## Problem

A gate-defined quantum dot in a strained Si quantum well on (001) SiGe is elongated along $x$. Treat one spin and one of the two low valleys, with independent electrons, no mixing of valleys, and a separable parabolic confinement.

- In-plane effective mass $m^*=0.19\,m_e$ (typical value).
- Level spacing along the dot $\hbar\omega=3.0$ meV, and across it $\hbar\omega_y=15$ meV. Both are illustrative. The first was chosen on the few-meV scale typical of orbital spacings in gate-defined Si dots.
- The origin of $x$ is a gate edge, and the well minimum lies at $x_0=40$ nm.
- Relative permittivity $\varepsilon_r=11.7$ (typical value for Si), used only in part (f).

The lowest $N=4$ orbital levels span a subspace that is to serve as a compact basis for a model of the dot. Any orthonormal set $\{\chi_i\}$ obtained from them by a unitary mixing is allowed. Define the centroids $\mathbf R_i=\langle\chi_i|\mathbf r|\chi_i\rangle$ and the Foster–Boys spread

$$\Omega=\sum_{i=1}^{N}\Big[\langle r^2\rangle_i-|\mathbf R_i|^2\Big].$$

(a) Show that minimising $\Omega$, maximising $\sum_i|\mathbf R_i|^2$ and maximising the sum of squared centroid distances are one problem, and find the lower bound of $\Omega$.
(b) Evaluate the invariants and the bound for the dot.
(c) Find the orbitals that reach the bound, with their centroids, widths and mean energies.
(d) Compare the three forms of the criterion for the eigenstates, for the pairwise hybrids $(\phi_0\pm\phi_1)/\sqrt2$, $(\phi_2\pm\phi_3)/\sqrt2$, and for the optimum.
(e) Repeat for the lowest three levels of a circular dot with $\hbar\omega=3.0$ meV in both directions.
(f) Estimate the neglected Coulomb repulsion.

## Solution

### (a) Why the forms are equivalent and where the bound comes from

Let $P=\sum_i|\chi_i\rangle\langle\chi_i|$ project on the subspace and let $Q=1-P$. A unitary mixing changes the $\chi_i$ but not $P$. For any operator $A$, $\sum_i\langle\chi_i|A|\chi_i\rangle=\mathrm{Tr}(PA)$, so the two sums

$$S_2=\sum_i\langle r^2\rangle_i,\qquad \mathbf S_1=\sum_i\mathbf R_i$$

are fixed by the subspace. Since $\Omega=S_2-\sum_i|\mathbf R_i|^2$, the smallest spread goes with the largest $\sum_i|\mathbf R_i|^2$.

The sum over distinct pairs, each counted once, is half the sum over all $i,j$:

$$D=\sum_{i<j}|\mathbf R_i-\mathbf R_j|^2=\tfrac12\sum_{i,j}\Big(|\mathbf R_i|^2+|\mathbf R_j|^2-2\,\mathbf R_i\!\cdot\!\mathbf R_j\Big)=N\sum_i|\mathbf R_i|^2-|\mathbf S_1|^2 .$$

Hence

$$\Omega=S_2-\frac{D+|\mathbf S_1|^2}{N}.$$

Making the orbitals compact and pushing their centres apart are the same operation. $\Omega$ and $D$ do not depend on the origin. $\sum_i|\mathbf R_i|^2$ does, but a shift of origin by $\mathbf a$ changes it by $-2\mathbf a\cdot\mathbf S_1+N|\mathbf a|^2$, which is the same for every allowed set.

For the bound, write $\mathbf r_{ij}=\langle\chi_i|\mathbf r|\chi_j\rangle$. The sum over all elements, $\sum_{ij}|\mathbf r_{ij}|^2=\sum_\alpha\mathrm{Tr}(Pr_\alpha Pr_\alpha)$ with $\alpha=x,y,z$, is again a trace with $P$ and is invariant. Its diagonal part is $\sum_i|\mathbf R_i|^2$. Adding and subtracting the off-diagonal part gives

$$\Omega=\Omega_I+\sum_{i\ne j}|\mathbf r_{ij}|^2,\qquad \Omega_I=S_2-\sum_{ij}|\mathbf r_{ij}|^2=\sum_\alpha\mathrm{Tr}(Pr_\alpha Qr_\alpha)\ge0 .$$

So $\Omega\ge\Omega_I$, with equality only if every off-diagonal element vanishes, that is, only if the $\chi_i$ diagonalise $PxP$, $PyP$ and $PzP$ at once. That needs the three to commute. In one dimension there is one Hermitian matrix, $PxP$, and its eigenvectors always reach the bound. The criterion bears the names of Foster and Boys (1960), and the same split into an invariant and a variable part underlies the maximally localised Wannier functions of Marzari and Vanderbilt (1997).

### (b) Invariants for the dot

The fourth level lies $3\hbar\omega=9$ meV above the ground level, below the first transverse excitation at 15 meV. All four states therefore share one transverse function, $PyP$ and $PzP$ are multiples of $P$, and the problem is one-dimensional. The $y$ direction adds the constant $4\,\hbar/(2m^*\omega_y)=53$ nm² to both $\Omega$ and $\Omega_I$, and $z$ adds another constant. Both are left out from here on.

With $\hbar^2/m^*=401.05$ meV nm², the oscillator length follows from

$$\ell^2=\frac{\hbar}{m^*\omega}=\frac{401.05\ \text{meV nm}^2}{3.0\ \text{meV}}=133.68\ \text{nm}^2,\qquad \ell=11.562\ \text{nm}.$$

The inputs carry two figures. The further digits are kept only so that the identities can be followed, and sums of rounded entries may differ by one unit in the last place.

Put $\xi=(x-x_0)/\ell$ and $\phi_n\propto h_n(\xi)\,e^{-\xi^2/2}$ with $h_n=H_n/\sqrt{2^n n!}$, where $H_n$ are the physicists' Hermite polynomials ($H_1=2\xi$) and the proportionality constant is the same for all $n$. The recurrence

$$\xi\,h_n=\sqrt{\tfrac{n+1}{2}}\,h_{n+1}+\sqrt{\tfrac n2}\,h_{n-1}$$

gives $\langle\phi_n|x|\phi_{n+1}\rangle=\ell\sqrt{(n+1)/2}$, $\langle x\rangle_n=x_0$ and $\langle(x-x_0)^2\rangle_n=(n+\tfrac12)\ell^2$. The three couplings inside the subspace are 8.18, 11.56 and 14.16 nm. For general $N$,

$$S_1=Nx_0,\qquad S_2=Nx_0^2+\tfrac{N^2}{2}\ell^2,\qquad \sum_{ij}|x_{ij}|^2=Nx_0^2+2\sum_{n=1}^{N-1}\tfrac n2\,\ell^2=Nx_0^2+\tfrac{N(N-1)}2\ell^2,$$

$$\Omega_I=\tfrac N2\,\ell^2 .$$

This equals $|\langle\phi_{N-1}|x|\phi_N\rangle|^2$, the square of the single matrix element that leads out of the subspace, as the form $\mathrm{Tr}(PxQx)$ demands. For $N=4$:

- $S_1=160$ nm and $Nx_0^2=6400$ nm².
- $S_2=6400\ \text{nm}^2+8\ell^2=(6400+1069)\ \text{nm}^2=7469$ nm².
- $\sum_{ij}|x_{ij}|^2=6400\ \text{nm}^2+6\ell^2=(6400+802)\ \text{nm}^2=7202$ nm².
- $\Omega_I=(7469-7202)\ \text{nm}^2=267\ \text{nm}^2=2\ell^2$, the square of $\langle\phi_3|x|\phi_4\rangle=16.35$ nm.

### (c) The orbitals that reach the bound

Evaluate the recurrence at a fixed point $\xi_k$ for $n=0,\dots,N-1$. These $N$ equations say that the vector with components $h_n(\xi_k)$ is an eigenvector of the truncated tridiagonal matrix of $\xi$ with eigenvalue $\xi_k$, except for the term $\sqrt{N/2}\,h_N(\xi_k)$ in the last row. That term vanishes when $\xi_k$ is a zero of $H_N$. The $N$ zeros are real and distinct, so they supply all eigenvectors, and the optimum is unique up to phases and ordering:

$$X_k=x_0+\ell\,\xi_k,\qquad \chi_k=\sum_{n=0}^{N-1}c_{nk}\,\phi_n,\qquad c_{nk}=\frac{h_n(\xi_k)}{\big[\sum_{m<N}h_m(\xi_k)^2\big]^{1/2}} .$$

For $N=4$, $H_4=16\,(\xi^4-3\xi^2+\tfrac34)$, so $\xi^2=(3\mp\sqrt6)/2=0.2753$ and $2.7247$, and $\xi_k=\pm0.5246,\ \pm1.6507$. The offsets from the well minimum are $\pm6.07$ nm and $\pm19.09$ nm. With $h_0=1$, $h_1=\sqrt2\,\xi$, $h_2=(2\xi^2-1)/\sqrt2$ and $h_3=(2\xi^3-3\xi)/\sqrt3$, and phases fixed by $c_{0k}>0$:

| $k$ | $X_k$ (nm) | $c_{0k}$ | $c_{1k}$ | $c_{2k}$ | $c_{3k}$ | $\langle H\rangle_k$ (meV) |
|---|---|---|---|---|---|---|
| 1 | 20.91 | 0.2142 | −0.5000 | 0.6739 | −0.5000 | 7.22 |
| 2 | 33.93 | 0.6739 | −0.5000 | −0.2142 | 0.5000 | 4.78 |
| 3 | 46.07 | 0.6739 | 0.5000 | −0.2142 | −0.5000 | 4.78 |
| 4 | 59.09 | 0.2142 | 0.5000 | 0.6739 | 0.5000 | 7.22 |

The centroids add up to $S_1$, and $\sum_k\xi_k^2=2\times3=6=N(N-1)/2$, so the diagonal now holds the whole of $\sum_{ij}|x_{ij}|^2$. Neighbouring centres are 13.02, 12.13 and 13.02 nm apart.

**Widths.** Because $Px\chi_k=X_k\chi_k$, we have $(x-X_k)\chi_k=Qx\chi_k=c_{N-1,k}\,\ell\sqrt{N/2}\,\phi_N$. The variance of orbital $k$ is therefore $c_{N-1,k}^2N\ell^2/2$. The Christoffel–Darboux identity,

$$\sum_{m<N}h_m^2=\sqrt{N/2}\,\big(h_N'h_{N-1}-h_{N-1}'h_N\big),$$

together with $h_N'=\sqrt{2N}\,h_{N-1}$ gives $\sum_{m<N}h_m(\xi_k)^2=N\,h_{N-1}(\xi_k)^2$ at a zero of $h_N$. Thus $c_{N-1,k}^2=1/N$, as the column $c_{3k}=\pm0.5000$ shows, and every localised orbital has

$$\sigma_k^2=\tfrac12\ell^2=66.8\ \text{nm}^2,\qquad \sigma_k=8.18\ \text{nm}.$$

This is the width of the ground state $\phi_0$, for any $N$. The top eigenstate $\phi_3$ has $\sigma=\ell\sqrt{7/2}=21.63$ nm. The shape follows from the same relation: $\chi_k\propto\phi_N(x)/(x-X_k)$, which vanishes at the centroid of each of the other localised orbitals. Equal variance does not mean a Gaussian shape, since each $\chi_k$ has $N-1$ nodes.

**Energies.** The last column is $\langle H\rangle_k=\hbar\omega\sum_n(n+\tfrac12)c_{nk}^2$, counted from the well bottom without the transverse zero-point energy. The four values add up to $8\hbar\omega=24.0$ meV, the sum of the four level energies, because $\mathrm{Tr}(PH)$ is invariant too. The $\chi_k$ are not stationary states. The coupling between the two inner ones is $\hbar\omega\sum_n n\,c_{n2}c_{n3}=-2.72$ meV, with the sign set by the phase choice above.

### (d) Three forms, one ranking

The eigenstates all have $X_i=x_0$. The pairwise hybrids, the analogue of two $sp$ pairs, have $X=x_0\pm\langle\phi_0|x|\phi_1\rangle=x_0\pm8.18$ nm and $X=x_0\pm\langle\phi_2|x|\phi_3\rangle=x_0\pm14.16$ nm, so their squared offsets add up to $2(\tfrac12+\tfrac32)\ell^2=4\ell^2$. If the squared offsets from $x_0$ add up to $s\,\ell^2$, then $\sum_iX_i^2=Nx_0^2+s\ell^2$, $D=Ns\ell^2$ and $\Omega=(8-s)\ell^2$.

| Set | $s$ | $\sum X_i$ (nm) | $\sum X_i^2$ (nm²) | $D$ (nm²) | $\Omega$ (nm²) | $\Omega-\Omega_I$ (nm²) |
|---|---|---|---|---|---|---|
| eigenstates | 0 | 160 | 6400 | 0 | 1069 | 802 |
| pairwise hybrids | 4 | 160 | 6935 | 2139 | 535 | 267 |
| eigenvectors of $PxP$ | 6 | 160 | 7202 | 3208 | 267 | 0 |

Two entries can be confirmed by a separate route. For the optimum, with $a,b$ the inner and outer positive zeros, $a^2+b^2=3$ and $ab=\sqrt3/2$, so the six squared distances add up to

$$2(b-a)^2+2(b+a)^2+4a^2+4b^2=2(3-\sqrt3)+2(3+\sqrt3)+12=24$$

in units of $\ell^2$, which is 3208 nm² and equals $4\times7202\ \text{nm}^2-(160\ \text{nm})^2$. For the hybrids, the coupling $\langle\phi_1|x|\phi_2\rangle=\ell$ survives as eight off-diagonal elements of size $\ell/2$ between the two pairs, and $8(\ell/2)^2=2\ell^2=267$ nm² is the excess in the last column. Full localisation lowers $\Omega$ from $N^2\ell^2/2$ to $N\ell^2/2$, a factor $N=4$.

A practical point: of the 7202 nm² in $\sum X_i^2$, 6400 nm² come from the choice of origin. A convergence threshold set relative to that sum depends on where the coordinate system starts. One set on $\Omega$ or $D$ does not.

### (e) Circular dot: the bound is not reached

Take the origin at the centre and call the states $(n_x,n_y)=(0,0),(1,0),(0,1)$ by the names $s,p_x,p_y$. Then $\langle r^2\rangle=(n_x+n_y+1)\ell^2$ and $S_2=5\ell^2=668$ nm². The only nonzero position elements are $\langle s|x|p_x\rangle=\langle s|y|p_y\rangle=\ell/\sqrt2$ and their transposes, so $\sum_{ij}|\mathbf r_{ij}|^2=2\ell^2$ and $\Omega_I=3\ell^2=401$ nm². The projected coordinates do not commute:

$$[PxP,PyP]=\tfrac12\ell^2\big(|p_x\rangle\langle p_y|-|p_y\rangle\langle p_x|\big)\neq0 .$$

To find the true minimum, write $\chi_k=a_k s+\mathbf b_k\cdot\mathbf p$ with $|\mathbf b_k|^2=1-|a_k|^2$. Then $\mathbf R_k=\sqrt2\,\ell\,\mathrm{Re}(a_k^*\mathbf b_k)$ and $|\mathbf R_k|^2\le2\ell^2|a_k|^2(1-|a_k|^2)$. Unitarity fixes $\sum_k|a_k|^2=1$, which implies $\sum_k|a_k|^4\ge\tfrac13$, so

$$\sum_k|\mathbf R_k|^2\le2\ell^2\big(1-\tfrac13\big)=\tfrac43\ell^2=178\ \text{nm}^2 .$$

Equality holds for real hybrids with $a_k^2=\tfrac13$. Orthogonality, $\tfrac13+\tfrac23\cos\theta=0$, then sets them $120^\circ$ apart. These are $sp^2$-type hybrids with centroids at radius $\tfrac23\ell=7.71$ nm, and the triangle may be turned freely in the plane. The minimum is $\Omega=\tfrac{11}3\ell^2=490$ nm², which lies $\tfrac23\ell^2=89$ nm² above $\Omega_I$. In two or three dimensions $\Omega_I$ is in general a floor that the optimisation does not touch, and a residual $\Omega-\Omega_I$ is no proof of poor convergence.

### (f) What the numbers do and do not describe

The results of (a) hold for any fixed subspace. The harmonic subspace, however, ignores the repulsion between electrons. With $e^2/4\pi\varepsilon_0=1.440$ eV nm, the unscreened Coulomb energy at distance $\ell$ is

$$E_C=\frac{1.440\ \text{eV nm}}{11.7\times11.562\ \text{nm}}=10.6\ \text{meV},$$

which is 3.5 times $\hbar\omega$. The metal gates screen part of it, by an amount that depends on the stack. To see the effect on lengths, take two classical point charges at $x_0\pm d/2$. Force balance, $m^*\omega^2d/2=e^2/(4\pi\varepsilon_0\varepsilon_r d^2)$, gives $d=\ell\,(2E_C/\hbar\omega)^{1/3}=22$ nm. The two zeros of $H_2$ at $\pm1/\sqrt2$ place the independent-electron centroids for $N=2$ at a distance $\sqrt2\,\ell=16$ nm, smaller by a factor of about 1.4 on this rough estimate.

The centroids at 20.91, 33.93, 46.07 and 59.09 nm, the common width of 8.18 nm and the bound of 267 nm² are therefore the model's numbers. They describe the most compact orthonormal basis of the four lowest bare levels. They are not the electron positions in a dot that holds several electrons, where repulsion spreads the charge further out and the subspace itself has to be found self-consistently before it is localised.